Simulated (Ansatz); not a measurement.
# A series in volume scale on Ir

Plane-wave DFT, scalar-relativistic PAW made under PBE with cores redone for the functional, no dispersion; the given relaxed cell is scaled uniformly, energy at zero smearing counts from the unscaled cell, pressure at the given Fermi-Dirac smearing is positive in compression. The results are calculated, by Ansatz 0.2.0.

The cell before it is scaled or strained (space group Fm-3m, No. 225):
```
cell vectors (Å)
   0.0000     1.9226     1.9226
   1.9226     0.0000     1.9226
   1.9226     1.9226     0.0000
atoms (fractions of the cell vectors)
Ir  0.00000  0.00000  0.00000
```

Settings of every row: spin polarised yes; functional m-r2SCAN; wave cutoff 500 eV; smearing width 0.05 eV; k mesh 23x23x23.

Atom:
| element | starting moment (Bohr magneton) |
| --- | --- |
| Ir | 1 |

Limits: all rows lie far from zero pressure; no spin-orbit coupling, which can matter with elements this heavy.

| row | volume scale | V (Å³/atom) | energy change per atom (meV) | pressure (GPa) |
| --- | --- | --- | --- | --- |
| 1 | 0.88 | 12.508 | 306.81 | 65.93 |
| 2 | 0.92 | 13.076 | 123.82 | 38.39 |
| 3 | 0.96 | 13.645 | 27.73 | 16.72 |
| 4 | 1.04 | 14.782 | ? | ? |
| 5 | 1.08 | 15.35 | 93.95 | -24.1 |
| 6 | 1.12 | 15.919 | 194.73 | -32.21 |

Largest site moment is 0 Bohr magneton in every row.

Question: what energy change per atom and pressure should row 4 give?

Worked fit of energy change per atom. Take u = (V_r/V)^(2/3) − 1 with V_r = 13.645 Å³ an atom, which is twice the finite (Eulerian) strain; such expansions in the strain, on which the Birch-Murnaghan equation of state is built, carry the rest volume and the bulk modulus. The shown rows have u = 0.05972, 0.0288, 0, -0.07549, -0.09766. Least squares give energy change per atom = 28.042 + 2226.68 × u + 40508.8 × u² meV; a straight line predicts inner rows, each left out in turn, worse (root mean square 110 against 3.6 meV). The rows lie off it by 1.32, -1.95, -0.31, 3.15, -2.21 (root mean square 2 meV). The withheld row has u = -0.05196, so the fit gives 28.042 + 2226.68 × (-0.05196) + 40508.8 × (-0.05196)² = 21.71 meV.

The calculation gave 25.95 meV. The fit lies 4.24 meV (16 % of the value, 1.5 % of the column's range) below it; its largest miss of a shown row is 3.15 meV.

Worked fit of pressure. Take u = (V_r/V)^(2/3) − 1 with V_r = 13.645 Å³ an atom, which is twice the finite (Eulerian) strain; such expansions in the strain, on which the Birch-Murnaghan equation of state is built, carry the rest volume and the bulk modulus. The shown rows have u = 0.05972, 0.0288, 0, -0.07549, -0.09766. Least squares give pressure = 16.737 + 699.32 × u + 2049.1 × u² GPa; a straight line predicts inner rows, each left out in turn, worse (root mean square 5.4 against 0.32 GPa). The rows lie off it by 0.12, -0.19, -0.02, 0.28, -0.19 (root mean square 0.18 GPa). The pressure vanishes at u = -0.0259, or V = 14.19 Å³ an atom, and there the bulk modulus at fixed shape and fractions is B = −V dP/dV = (2/3)(1 + u) dP/du = 385 GPa. The withheld row has u = -0.05196, so the fit gives 16.737 + 699.32 × (-0.05196) + 2049.1 × (-0.05196)² = -14.07 GPa.

The calculation gave -13.67 GPa. The fit lies 0.40 GPa (2.9 % of the value, 0.41 % of the column's range) below it; its largest miss of a shown row is 0.28 GPa.
